An iodine atom has five electrons in a 5p shell that holds six, three of each spin. In a spin-polarised Kohn-Sham calculation the two spin occupations can be fixed by hand at any values that add to five, and everything else left to relax. With 2.5 electrons of each spin both spins feel the same potential. Moving charge from spin down to spin up gives each up electron more parallel partners, which the Pauli principle keeps away from it, and each down electron fewer. The up level sinks, the down level rises and the total energy changes. The transfer ends when the up subshell is full, at three up and two down.

The table follows this path with the SCAN functional at the scalar-relativistic level.

Iodine atom ([Kr] 4d10 5s2 5p5), radks radial solver with Libxc: all-electron scalar-relativistic spin-polarised generalised Kohn-Sham, SCAN functional, spherical densities, finite nucleus (Fermi distribution, rms radius 4.75 fm). Electrons move from 5p down to 5p up; other shells keep equal spin occupations. Eigenvalue and splitting (down minus up) refer to 5p.

```tsv
moment (μB)	energy less that of the unpolarised state (eV)	exchange splitting (eV)	spin up eigenvalue (eV)	spin density at nucleus (e/bohr³)	splitting / moment (eV/μB)
0.000	0	0	-7.3544	n/a	n/a
0.250	-0.013369	0.21195	-7.4583	-0.01343	0.848
0.500	-0.052707	0.41725	-7.5548	-0.04017	0.834
0.750	-0.095208	0.62097	-7.6464	-0.07790	0.828
1.000	-0.18467	0.82412	-7.7337	-0.1276	0.824
```

The moment $m = n_\uparrow - n_\downarrow$ is counted in Bohr magnetons, so that $n_{\uparrow,\downarrow} = (5 \pm m)/2$. Below, $E$ is the energy less that of the unpolarised state, $\varepsilon_\uparrow$ the spin up eigenvalue of the 5p shell, and $\Delta = \varepsilon_\downarrow - \varepsilon_\uparrow$ the exchange splitting. Only the row $m = 1$ has the spin of the real atom, and even there the hole is spread evenly over the three p orbitals. The other rows are points on a constrained path.

### (a) How much energy does a given splitting yield?

Two accounts link $E$ to $\Delta$. In account A, the $m/2$ electrons that have changed spin each drop from the down level to the up level and release the gap. In account B, the gap is made by the transfer itself and each portion of charge gains only the gap present when it moves. Derive $E$ in terms of $m$ and $\Delta$ for both, and decide between them with the rows $m = 0.25$ and $0.5$.

#### Solution

Account A reads the level diagram of the final state as if it had stood there from the start, and gives $E_A = -m\Delta/2$. For $m = 0.5$ this is $-0.5 \times 0.41725/2 = -0.1043$ eV.

Account B starts from the fact that the first small portion of charge moves between two levels of equal energy and gains nothing, while only the last portion sees the full gap. Janak's theorem makes this exact for a self-consistent solution: $\partial E/\partial n_\sigma = \varepsilon_\sigma$, because the energy is stationary against changes of the orbitals and only the explicit change of occupation counts to first order. The argument holds in the generalised scheme used for SCAN, where the energy is varied with respect to the orbitals directly. With $dn_\uparrow = -dn_\downarrow = dm/2$,

$$\frac{dE}{dm} = \frac{\varepsilon_\uparrow - \varepsilon_\downarrow}{2} = -\frac{\Delta(m)}{2}.$$

The column splitting / moment drifts only from 0.848 to 0.824, by 2.8% of its first value, so $\Delta \approx I m$ is a fair first model. A least-squares line through the origin and the four polarised rows gives the Stoner parameter $I = 0.827$ eV per $\mu_B$. Integration then yields

$$E_B = -\tfrac14 I m^2 = -\tfrac14 m\Delta ,$$

half of account A. The ratio $-E/(m\Delta)$ is therefore 0.5 in A and 0.25 in B. The table gives 0.252 at $m = 0.25$ and 0.253 at $m = 0.5$, and A is too large by a factor 1.98 in both rows. Its fault is a double counting: the eigenvalue of each electron contains its full interaction with all the others, so that a difference of final eigenvalues charges every pair twice.

The small excess over 0.25 follows from the drift of $\Delta/m$. A straight-line fit of $\ln\Delta$ against $\ln m$ over the four polarised rows gives $\Delta \propto m^p$ with $p = 0.9794$, good to 0.0007 eV, and for such a law the integral is $E = -m\Delta/[2(1+p)]$. At $m = 0.5$,

$$E = -\frac{0.5 \times 0.41725}{2 \times 1.9794}\ \text{eV} = -0.05270\ \text{eV},$$

against $-0.05271$ eV in the table. The splitting of this row took part in the fit of $p$; no energy did. The plain quarter rule gives $-0.5 \times 0.41725/4 = -0.0522$ eV, about 1% short of the table's value.

This agreement has to be valued correctly. Janak's relation is an identity of any converged calculation, so its success shows that energies and levels of these rows are numerically consistent and says nothing on whether SCAN describes iodine well. The physical content lies in the near proportionality of $\Delta$ to $m$. Reversal of all spins leaves $E$ unchanged, and with one unpaired electron among seven valence electrons the polarisation stays small, so for a smooth functional the quadratic term dominates; $I$ measures the response of the exchange-correlation potential to spin density, averaged over the 5p shell. Pair counting gives the same algebraic form. The number of parallel pairs is

$$\tfrac12 n_\uparrow(n_\uparrow - 1) + \tfrac12 n_\downarrow(n_\downarrow - 1) = \text{const} + \tfrac14 m^2 ,$$

and if each pair lowers the energy by an average exchange integral $K$, then $E = -Km^2/4$ and $\Delta = Km$. This is the counting behind Hund's first rule, and no column can tell its form from the Stoner parabola. The likeness is one of form only. The count holds for whole electrons, and the only whole-number states of p⁵, three up and two down or the reverse, have the same number of pairs. A semilocal functional gives such a parabola even for the hydrogen atom, which has no pairs at all, so $I$ should not be read as a pair integral $K$; part (c) returns to this.

### (b) The dent at $m = 0.75$

The ratio $-E/(m\Delta)$ falls to 0.204 at $m = 0.75$ and is 0.224 at $m = 1$. Account C holds that exchange really softens as the up subshell nears completion, so that the parabola needs a quartic term. Test C against the energies and against the levels, and state what the table can and cannot say about the dent.

#### Solution

Account C is plausible on its face. The exchange integral depends on the shape of the orbitals, and these change with the moment: at $m = 0.75$ the mean radius of the up 5p orbital has shrunk by 0.010 bohr and that of the down orbital has grown by 0.012 bohr. By symmetry under reversal of all spins $E$ is even in $m$, so the leading smooth correction is $E = a m^2 + b m^4$.

In that form $E/m^2$ is a straight line in $m^2$ and must run one way. The table gives $-0.214$, $-0.211$, $-0.169$ and $-0.185$ eV, which weakens and then strengthens again. An unweighted least-squares fit to the four energies returns $a = -0.178$ eV and $b = -0.005$ eV, a quartic term that is small and of the sign opposite to softening, and it misses the energy at $m = 0.5$ by 0.008 eV, where energies are rounded at 0.000005 eV or finer. The splittings that this curve implies through $\Delta = -2\,dE/dm$ lie 9 to 16% below those of the table.

The stronger test needs no assumed form. Whatever softens the energy curve, orbital relaxation included, must by Janak's relation show in $\Delta$ as well, since $\Delta$ is the slope. Between $m = 0.5$ and $0.75$ the trapezoid rule on the levels gives

$$\delta E = -\tfrac12 \times \frac{0.41725 + 0.62097}{2} \times 0.25\ \text{eV} = -0.0649\ \text{eV},$$

while the energies differ by $-0.095208 + 0.052707 = -0.0425$ eV, only 0.655 of that. Put the other way, the energy step calls for a mean splitting of 0.340 eV over the interval, which is below the value at either end, 0.417 and 0.621 eV. The splitting would have to collapse somewhere between two sampled moments and recover fully. Four points cannot exclude this, but nothing in the levels hints at it. In the other three intervals the ratio of the energy step to the trapezoid step is 1.009, 1.000 and 0.991. The first of these departs from unity because a straight chord underestimates the slightly curved $\Delta(m)$ near zero; the power-law integral reproduces both low rows to 0.1%.

The levels offer a second and independent check of smoothness, through their mean $\bar\varepsilon = \varepsilon_\uparrow + \Delta/2$. The two levels do not part symmetrically: at $m = 1$ the up level has fallen from $-7.3544$ to $-7.7337$ eV, by 0.379 eV, and the down level has risen to $-7.7337 + 0.8241 = -6.9096$ eV, by 0.445 eV. The mean level is $\partial E/\partial N$ at fixed moment, $N$ being the number of 5p electrons. If $E_{\rm tot} = E_0(N) - I(N)m^2/4$, it shifts by $-(dI/dN)\,m^2/4$. A one-parameter least-squares fit $g m^2$ to the four shifts gives $g = 0.0328$ eV with residuals of at most 0.00004 eV, inside the rounding of the levels, and the row $m = 0.75$ lies on the curve like the others. Read through the formula, $dI/dN = -4g \approx -0.13$ eV per $\mu_B$ and electron. Two effects give this sign. A semilocal exchange potential grows roughly as the cube root of the spin density, so even with the orbitals held fixed the up level gains less than the down level loses: for a local polarisation $\zeta$ the mean of $(1+\zeta)^{1/3}$ and $(1-\zeta)^{1/3}$ is about $1-\zeta^2/9$. An added electron also screens the nucleus, swells the shell and weakens exchange. The table holds $N$ fixed and cannot apportion the two, so this reading rests on theory alone.

The numbers thus reject C as the source of the dent. What they show is an offset: measured against the power-law integral of the levels, the energies at $m = 0.75$ and $1$ are too high by 0.0225 and 0.0233 eV, which is 19% and 11% of the integral. The offset enters between 0.5 and 0.75 and then stays nearly constant, growing by a further 0.0008 eV in the last interval. That remainder is also well above the rounding, so the upper two rows agree with each other to about 1% of their energy step and no better. The run at $m = 0.75$ has the intended occupations, 2.875 up and 2.125 down, and finished without a warning, so a change of configuration is ruled out for that row.

A violation of an identity points to the numerics. The first suspect is an integration error in the exchange-correlation energy, since SCAN switches rapidly between regimes as its kinetic-energy indicator varies through the atomic shells and is known to be sensitive to the radial grid. The energy terms recorded by the runs speak against it: the exchange-correlation energy follows a smooth curve in $m$, with no step of the size of the offset, $8.3 \times 10^{-4}$ hartree, while the kinetic and nuclear terms do show a break (part (c)). SCAN could still act indirectly, through the effect of its potential on the orbitals. A coarse grid alone need not break the identity: where energy and potential are discretised consistently on one grid, both shift together and Janak's relation survives. A step calls for incomplete convergence, a grid that differs between rows, or an energy and a potential evaluated inconsistently. Any of these could disturb the kinetic and nuclear terms, which run to thousands of hartree, but none has been tested here and the cause stays open. Nor can the table say which group of rows is nearer the converged answer in absolute terms, since it holds only differences: the three low rows agree among themselves, the two high rows nearly do, and the step lies between the groups.

The levels do show a modest drift, 2.8% in $\Delta/m$, which enters part (a) as a small correction. Its shape is odd, and it may be numerical and not a true softening. A cubic term in $\Delta$ would make $\Delta/m$ fall faster and faster, whereas the successive values 0.8478, 0.8345, 0.8280 and 0.8241 fall ever more slowly. A least-squares fit $am + bm^3$ leaves errors up to 0.0025 eV, more than three times those of the power law with the same number of parameters.

### (c) The other shells, and the energy at $m = 1$

Only the 5p occupations are changed, yet the spin density at the nucleus is not zero. Show how far the closed shells respond, say whether their response can account for the offset, and state what the energy at $m = 1$ is and what it means.

#### Solution

The polarised 5p shell makes the exchange potential deeper for up than for down electrons in the valence region, and every orbital feels this difference in proportion to its weight there. The run at $m = 0.75$ bears this out. The 5s level, with a mean radius near 2.0 bohr against about 2.5 bohr for 5p, is split by 0.669 eV, more than the 0.621 eV of 5p itself, while the 4d level at 0.9 bohr is split by only 0.084 eV. The closed shells are unpolarised in their occupations alone.

It is tempting to book the offset to this large 5s splitting. The derivation in (a) forbids it. The 5s occupations do not change along the path, so the 5s eigenvalues do not enter $dE/dm$, and the distortion of the 5s orbitals is already contained in the self-consistent 5p levels. A relaxation would moreover grow smoothly with $m$, as the levels do.

Splitting the total into parts shows where the break appears, though not why. Divided by $m^2$, the change in exchange-correlation energy runs smoothly over the four polarised rows, whereas the change in kinetic energy jumps; the break shows in the kinetic and nuclear terms. From $m = 0$ to $0.75$ the exchange-correlation energy falls by 0.15 eV, of the sign and rough size of the net gain, while the Hartree energy rises by 0.76 eV. The Hartree figure is worked out here from values cut to 0.001 hartree, hence the 0.03 eV of rounding in the printed analysis; the runs record these energies to $10^{-6}$ hartree or better, so rounding in the runs is far too small to hide the offset. The large Hartree change goes with a slight overall contraction of the cloud, the sum of $\langle r^2\rangle$ falling from 61.28 to 61.26 bohr². Stationarity requires such first-order changes to cancel among the kinetic, nuclear, Hartree and exchange-correlation terms, so no single part equals the total, and the jump in one part need not equal the offset. It may mean that the orbitals themselves change abruptly between rows or that these terms are evaluated differently.

At the nucleus, scalar-relativistic p orbitals have essentially no density, and the spin density there must come from s shells whose up and down orbitals differ slightly, the effect known as core polarisation. The usual picture has up electrons drawn outward toward the valence moment, which leaves an excess of down spin at the centre and matches the negative sign in all four polarised rows. The orbitals at $m = 0.75$ follow that picture only in part: the mean inverse radius of 5s is smaller for up than for down (0.6572 against 0.6585 bohr⁻¹), whereas for 4s it is larger (1.8791 against 1.8786). The shells do not all shift the same way, and the net value, $3 \times 10^{-7}$ of the total density at the nucleus, is a small residue of large terms. With spin-orbit coupling the p$_{1/2}$ orbital would itself reach the nucleus, so this column is no prediction of a hyperfine field.

Linear response would make the spin density proportional to $m$, yet its value per unit moment grows in size from $-0.054$ to $-0.128$ e/bohr³. Least-squares fits to the four rows leave errors up to 0.004 e/bohr³ for $am + bm^3$ and 0.0005 for $am + bm|m|$. As with $\Delta/m$, a form that is not analytic at $m = 0$ does better than the odd power series, though two parameters on four points prove little and the constants deserve no interpretation. The cause is left open here; numerical sensitivity of SCAN is one possibility, untested.

For $m = 1$ the energy column gives $-0.185$ eV and the integrated levels give $-0.208$ eV. The second figure rests on quantities that vary smoothly and reproduces the low rows, so it is the better supported, but the honest statement is a gain of about 0.2 eV with a spread of 0.02 eV between the two routes. The curvature at $m = 0$ taken from the quartic fit to the energy column is too small by more than 10%.

The gain is not an observable. A p⁵ shell has the single term ²P, so no low-spin state lies 0.2 eV above the ground state. A moment between $-1$ and $+1$ can be made as a mixture of the degenerate states with the unpaired spin up or down, and the exact energy of such a mixture is independent of $m$. The parabola over this range is then the fractional-spin error of a semilocal functional, which treats an averaged spin density as though it belonged to a single determinant. In practice it is the amount by which the unpolarised spherical atom lies above the polarised spherical one when it serves as a reference for binding energies. The two 5p levels are no fine-structure levels either: the calculation omits spin-orbit coupling, and the ²P splitting of iodine, roughly 0.9 eV as a recalled value, exceeds every exchange splitting in the table.

The quarter rule carries over to neighbouring atoms as far as $\Delta$ stays proportional to $m$. A p⁴ shell reaches $m = 2$ and a p³ shell $m = 3$, so at equal $I$ the gains are four and nine times that of p⁵, and the splittings two and three times. The rule is least safe for p³, where the down subshell empties and the polarisation is no longer small. The parameter $I$ itself follows the compactness of the shell, because exchange integrals scale roughly as an inverse radius: it should be larger for the lighter halogens, and larger for a positive ion than for the neutral atom with the same nucleus.
